# The Holland conditions on complex piezoelectric coefficients

A lossy piezoelectric driven at one frequency is described by a complex compliance, a complex permittivity and a complex piezoelectric coefficient. Their imaginary parts cannot be chosen independently, because a passive material must not deliver net work over a cycle. The resulting inequalities are named after R. Holland (1967). At each **Predict**, stop and commit to an answer before reading on.

## 1. Specimen, conventions and premises

The specimen is a long thin ceramic bar with length $L$ along axis 1, width $w$ and thickness $b_0$. It is poled along axis 3, the thickness, and fully electroded on the two faces normal to 3. The side faces are free, so the only stress is $T\equiv T_1$ (tension positive) and the only field is $E\equiv E_3$. The conjugate responses are the strain $S\equiv S_1$ and the displacement $D\equiv D_3$. Units are SI. Every field is the real part of a peak amplitude times $e^{+i\omega t}$ with $\omega>0$, for example $T(t)=\mathrm{Re}[\hat T e^{i\omega t}]$.

**P1, linearity and time invariance.** The amplitudes obey

$$\hat S=s\hat T+d\hat E,\qquad \hat D=d\hat T+\varepsilon\hat E, \tag{1}$$

with $s\equiv s^E_{11}=s'-is''$, $d\equiv d_{31}=d'-id''$, $\varepsilon\equiv\varepsilon^T_{33}=\varepsilon'-i\varepsilon''$. All primed and double-primed quantities are real functions of $\omega$. With $x=(\hat T,\hat E)^{\mathsf T}$, the response vector is $Mx$, where $M=M'-iM''$ and

$$M''=\begin{pmatrix}s''&d''\\ d''&\varepsilon''\end{pmatrix}.$$

**P2, reciprocity.** The same complex $d$ stands in both equations. At zero frequency this is a Maxwell relation of the Gibbs function. At finite frequency it is Onsager reciprocity, which holds with a plus sign because $S$ and $D$ are both even under time reversal, provided there is no magnetic field or magnetic order.

**P3, passivity.** The bar exchanges heat with a single bath at temperature $\theta_0$, holds no internal source of free energy, and is in a periodic steady state.

**P4, independent control.** $\hat T$ and $\hat E$ are uniform and can be given any magnitudes and any relative phase, by a force on the ends and a voltage on the electrodes.

## 2. The power delivered to the bar

The end force is $Twb_0$ and the rate of extension is $L\dot S$, so the mechanical power is $T\dot S\,Lwb_0$. The voltage is $Eb_0$ and the current is $Lw\dot D$, so the electrical power is $E\dot D\,Lwb_0$. Per unit volume,

$$p(t)=T\dot S+E\dot D. \tag{2}$$

Over one period of the steady state the internal energy, kinetic energy and entropy of the bar return to their starting values. The first law then makes the work per cycle equal to the heat given to the bath. The only net entropy change is that of the bath, heat divided by $\theta_0$, and the second law makes it non-negative. Hence P3 means $P\equiv\langle p\rangle\ge0$.

**Predict.** Six real coefficients appear in (1). Which of them survive in $P$?

For two harmonic quantities, write $A(t)=\tfrac12(\hat Ae^{i\omega t}+\hat A^*e^{-i\omega t})$ and likewise $B(t)$. In the product, the terms in $e^{\pm2i\omega t}$ average to zero, and the rest gives $\langle AB\rangle=\tfrac14(\hat A^*\hat B+\hat A\hat B^*)=\tfrac12\mathrm{Re}(\hat A^*\hat B)$. A time derivative multiplies an amplitude by $i\omega$. Therefore

$$P=\tfrac12\mathrm{Re}\left[i\omega(\hat T^*\hat S+\hat E^*\hat D)\right]=\tfrac12\mathrm{Re}\left[i\omega\,x^\dagger M'x+\omega\,x^\dagger M''x\right].$$

By P2 both $M'$ and $M''$ are real and symmetric, hence Hermitian, so both quadratic forms are real numbers. The first term in the bracket is purely imaginary and drops out:

$$P=\frac{\omega}{2}\,x^\dagger M''x=\frac{\omega}{2}\left[s''|\hat T|^2+2d''\,\mathrm{Re}(\hat T^*\hat E)+\varepsilon''|\hat E|^2\right]. \tag{3}$$

Only the three imaginary parts survive. With $\hat E=E_0$ and $\hat T=T_0e^{i\varphi}$, the cross term is $2d''T_0E_0\cos\varphi$. The large coefficient $d'$ contributes a mean power $\tfrac12\mathrm{Re}(i\omega d'\hat T^*\hat E)$ at the mechanical port and $\tfrac12\mathrm{Re}(i\omega d'\hat E^*\hat T)$ at the electrical port. These are equal and opposite, which is lossless energy conversion.

## 3. From passivity to inequalities

By P3 and P4, (3) must be non-negative for every complex $x$.

**Predict.** What do the choices $\hat E=0$ and $\hat T=0$ give? Will either say anything about $d''$?

They give $s''\ge0$ and $\varepsilon''\ge0$. Neither involves $d''$, which enters only when both drives act.

**Predict.** For a given $\hat T$, which field makes $P$ smallest?

Suppose $\varepsilon''>0$ and complete the square. Since $d''/\varepsilon''$ is real,

$$\varepsilon''\left|\hat E+\frac{d''}{\varepsilon''}\hat T\right|^2=\varepsilon''|\hat E|^2+2d''\,\mathrm{Re}(\hat T^*\hat E)+\frac{d''^2}{\varepsilon''}|\hat T|^2,$$

so that

$$\frac{2P}{\omega}=\varepsilon''\left|\hat E+\frac{d''}{\varepsilon''}\hat T\right|^2+\left(s''-\frac{d''^2}{\varepsilon''}\right)|\hat T|^2. \tag{4}$$

The minimum is at $\hat E=-d''\hat T/\varepsilon''$, a field in phase or in antiphase with the stress. There only the last term remains, so $s''\varepsilon''\ge d''^2$ is necessary. It is also sufficient, because it makes both terms of (4) non-negative for any $x$.

If $\varepsilon''=0$, (3) is linear in $\hat E$. Unless $d''=0$, a large enough field of suitable sign makes it negative. So $d''=0$, which is the same inequality. The Holland conditions for the 31 set are

$$\boxed{\,s''\ge0,\qquad\varepsilon''\ge0,\qquad d''^2\le s''\varepsilon''\,} \tag{5}$$

and they state that $M''$ is positive semidefinite.

## 4. Loss-tangent form

Take $s'>0$, $\varepsilon'>0$, $d'\ne0$, and define $\tan\delta_s=s''/s'$, $\tan\delta_\varepsilon=\varepsilon''/\varepsilon'$, $\tan\delta_d=d''/d'$. Define the coupling factor from the real parts, $k^2=d'^2/(s'\varepsilon')$. Dividing the third condition by $s'\varepsilon'$ gives, with no small-loss approximation,

$$k^2\tan^2\delta_d\le\tan\delta_s\,\tan\delta_\varepsilon. \tag{6}$$

**Predict.** May $\tan\delta_d$ be larger than both other tangents? May it be negative?

Yes to both. The bound on $|\tan\delta_d|$ is the geometric mean of the other two tangents divided by $|k|$, and $|k|<1$ enlarges it. The sign is free because (5) contains only $d''^2$. For a free bar, $S(t)=d'E_0(\cos\omega t+\tan\delta_d\sin\omega t)$, so a positive tangent means that the strain lags $d'E(t)$ and a negative one that it leads. A lead breaks no law: $S$ and $E$ are not conjugate, and the area of an $S$–$E$ loop is not an energy. Because $d'_{31}<0$ in PZT when axis 3 points along the poling, a lag corresponds to $d''<0$.

## 5. A mechanism that reaches the bound

Let an internal coordinate $\xi$, such as a domain-wall displacement, carry a strain $a\xi$ and a displacement $b\xi$. Take the Gibbs function per volume

$$G=-\tfrac12s_\infty T^2-d_\infty TE-\tfrac12\varepsilon_\infty E^2+\tfrac12K\xi^2-\xi(aT+bE),$$

with real constants and $K>0$. Then $S=-\partial G/\partial T$ and $D=-\partial G/\partial E$. Let $\xi$ relax as $\eta\dot\xi=-\partial G/\partial\xi=-K\xi+aT+bE$ with friction $\eta>0$. With $\tau=\eta/K$, the amplitude is $\hat\xi=(a\hat T+b\hat E)/[K(1+i\omega\tau)]$.

**Predict.** What is $\det M''$ for this model?

Insert $\hat\xi$ in $\hat S=s_\infty\hat T+d_\infty\hat E+a\hat\xi$ and $\hat D=d_\infty\hat T+\varepsilon_\infty\hat E+b\hat\xi$, and use $1/(1+i\omega\tau)=(1-i\omega\tau)/(1+\omega^2\tau^2)$:

$$M''=g\begin{pmatrix}a^2&ab\\ab&b^2\end{pmatrix},\qquad g=\frac{\omega\tau}{K(1+\omega^2\tau^2)}>0.$$

The determinant vanishes, so (5) holds with equality and cannot be tightened on general grounds. The drive $a\hat T+b\hat E=0$ leaves $\xi$ at rest and dissipates nothing. The sign of $d''$ is that of $ab$, unrelated to the sign of $d_\infty$, so both signs of $\tan\delta_d$ are realisable. For several independent coordinates the matrices add, and

$$s''\varepsilon''-d''^2=\tfrac12\sum_{j,l}g_jg_l\,(a_jb_l-a_lb_j)^2\ge0 .$$

Equality needs every lossy mechanism to have the same ratio $a_j/b_j$.

## 6. Other boundary conditions

Clamp the bar lengthwise, $\hat S=0$. Then $\hat T=-d\hat E/s$ and $\hat D=\varepsilon^{c}\hat E$ with $\varepsilon^{c}=\varepsilon-d^2/s$. On open circuit, $\hat D=0$ and $\hat S=s^D\hat T$ with $s^D=s-d^2/\varepsilon$.

**Predict.** Are $\varepsilon^{c\,\prime\prime}\ge0$ and $s^{D\,\prime\prime}\ge0$, added to $s''\ge0$ and $\varepsilon''\ge0$, equivalent to (5)?

They follow from (5). For $x=(-d/s,1)^{\mathsf T}$ one has $Mx=(0,\varepsilon^c)^{\mathsf T}$, so $x^\dagger Mx=\varepsilon^c$ and $\varepsilon^{c\,\prime\prime}=x^\dagger M''x\ge0$. The same argument with $x=(1,-d/\varepsilon)^{\mathsf T}$ covers $s^D$. The converse fails, since each tests one direction of $x$ only. To first order in the tangents, $d^2/s=k^2\varepsilon'[1-i(2\tan\delta_d-\tan\delta_s)]$, and similarly for $d^2/\varepsilon$, which gives

$$\frac{\varepsilon^{c\,\prime\prime}}{\varepsilon'}=\tan\delta_\varepsilon+k^2(\tan\delta_s-2\tan\delta_d),\qquad\frac{s^{D\,\prime\prime}}{s'}=\tan\delta_s+k^2(\tan\delta_\varepsilon-2\tan\delta_d). \tag{7}$$

The omitted terms are of third order in the tangents. These expressions limit positive $\tan\delta_d$ only, and no more tightly than (6). At the upper limit of (6) the first becomes $(\sqrt{\tan\delta_\varepsilon}-|k|\sqrt{\tan\delta_s})^2$, which is still non-negative.

## 7. Range of validity

1. **Small signal.** P1 fails when the coefficients depend on amplitude, as they do in soft PZT once domain walls move irreversibly. The cycle integral of (2) stays non-negative, but coefficients found with one drive at a time no longer superpose, and (5) does not follow.
2. **One frequency, temperature and bias.** All three tangents in (6) belong to the same state. A conductivity $\sigma$ is included by counting the conduction current in $\dot D$, which adds $\sigma/\omega$ to $\varepsilon''$.
3. **Steady state.** A ceramic that is depoling, or that is pumped by a second source, is outside P3.
4. **Uniform fields.** Far below the first length resonance P4 holds directly. Near resonance (3) still gives the local dissipation, and (5) still binds the coefficients, if the response is local.
5. **Reciprocity.** Without P2, let $d_c$ stand in the strain equation and $d_d$ in the displacement equation. Since $-\mathrm{Im}(x^\dagger Mx)=x^\dagger\,\tfrac{i}{2}(M-M^\dagger)\,x$, the Hermitian matrix $\tfrac i2(M-M^\dagger)$ replaces $M''$. Its off-diagonal element is $\tfrac12(d_c''+d_d'')+\tfrac i2(d_c'-d_d')$, and the third condition becomes $(d_c''+d_d'')^2+(d_c'-d_d')^2\le4s''\varepsilon''$.
6. **Other stresses.** Conditions (5) are necessary and sufficient for states with $T_1$ and $E_3$ alone. The material must make the full $9\times9$ matrix $M''$ positive semidefinite. In a poled ceramic $s_{22}=s_{11}$ and $d_{32}=d_{31}$. The state $T_1=-T_2$ gives $s''_{12}\le s''_{11}$. The state $T_1=T_2=T$ has the form $2(s''_{11}+s''_{12})|\hat T|^2+4d''_{31}\mathrm{Re}(\hat T^*\hat E)+\varepsilon''_{33}|\hat E|^2$, so $2d''^2_{31}\le(s''_{11}+s''_{12})\varepsilon''_{33}$, which is at least as strict as (5).

## 8. Numbers for a soft PZT-5A bar

Typical room-temperature small-signal inputs are $s'=16.4\times10^{-12}$ m²/N, $d'=-171$ pC/N, $\varepsilon'=1700\,\varepsilon_0$, $\tan\delta_\varepsilon=0.02$, mechanical quality factor $Q_m=75$ and density $\rho=7750$ kg/m³. Assume $\tan\delta_s=1/Q_m=0.0133$, and assume that both tangents apply at 1 kHz. The second assumption is a real one, since $Q_m$ refers to a resonance at a higher frequency. The third figure below serves only to follow the arithmetic.

**Uniformity.** The bar velocity is $v=(\rho s')^{-1/2}=2.80$ km/s. For $L=20$ mm the first resonance is $f_r=v/2L=70$ kHz. With uniform $E$ and symmetric loading, the strain obeys the wave equation and varies as $\cos(2\pi fx_1/v)$ about the centre. At $f=1$ kHz its relative variation along the bar is $1-\cos(\pi f/2f_r)=2.5\times10^{-4}$, so P4 holds well.

**Predict.** The geometric mean of the two known tangents is $0.0163$. Estimate the largest allowed $|\tan\delta_d|$.

Here $\varepsilon'=15.05$ nF/m, so $k^2=0.118$ and $|k|=0.344$. The imaginary parts are $s''=0.219\times10^{-12}$ m²/N and $\varepsilon''=34\,\varepsilon_0=0.301$ nF/m. Then

$$|d''|\le\sqrt{s''\varepsilon''}=8.11\ \text{pC/N},\qquad|\tan\delta_d|\le0.0474,$$

a phase window of $\pm2.7^\circ$, wider than either of the other loss angles.

Now apply $E_0=10$ V/mm at 1 kHz. Alone it dissipates $\tfrac12\omega\varepsilon''E_0^2=94.6$ W/m³. Choose the stress that alone would dissipate the same, $T_0=E_0\sqrt{\varepsilon''/s''}=0.371$ MPa. The two diagonal terms add to $P_0=189$ W/m³, and (3) becomes $P=P_0(1+r\cos\varphi)$ with $r=d''/\sqrt{s''\varepsilon''}$. The values of $\tan\delta_d$ in the table are trial values, not material data.

| $\tan\delta_d$ | $d''$ (pC/N) | $r$ | $P(\varphi=0)$ (W/m³) | $P(\varphi=\pi)$ (W/m³) |
|---|---|---|---|---|
| $+0.02$ | $-3.42$ | $-0.422$ | $109$ | $269$ |
| $-0.02$ | $+3.42$ | $+0.422$ | $269$ | $109$ |
| $+0.06$ | $-10.26$ | $-1.265$ | $-50$ | $428$ |

The first two rows are passive and differ only in which phase dissipates more.

**Predict.** The third row would deliver net work while drawing heat from a single bath. Would the clamped and open-circuit tests of Section 6 have rejected it?

Setting (7) to zero gives $\tan\delta_d=(\tan\delta_\varepsilon+k^2\tan\delta_s)/2k^2=0.091$ for the clamped permittivity and $(\tan\delta_s+k^2\tan\delta_\varepsilon)/2k^2=0.066$ for the open-circuit compliance. The exact complex expressions give the same two figures. The value $0.06$ lies below both limits, so all four diagonal losses are positive, and only the determinant condition exposes it. Without P2, passivity alone would still confine $|d_c'-d_d'|$ to $2\sqrt{s''\varepsilon''}=16.2$ pC/N, which is $9.5\,\%$ of $|d'|$.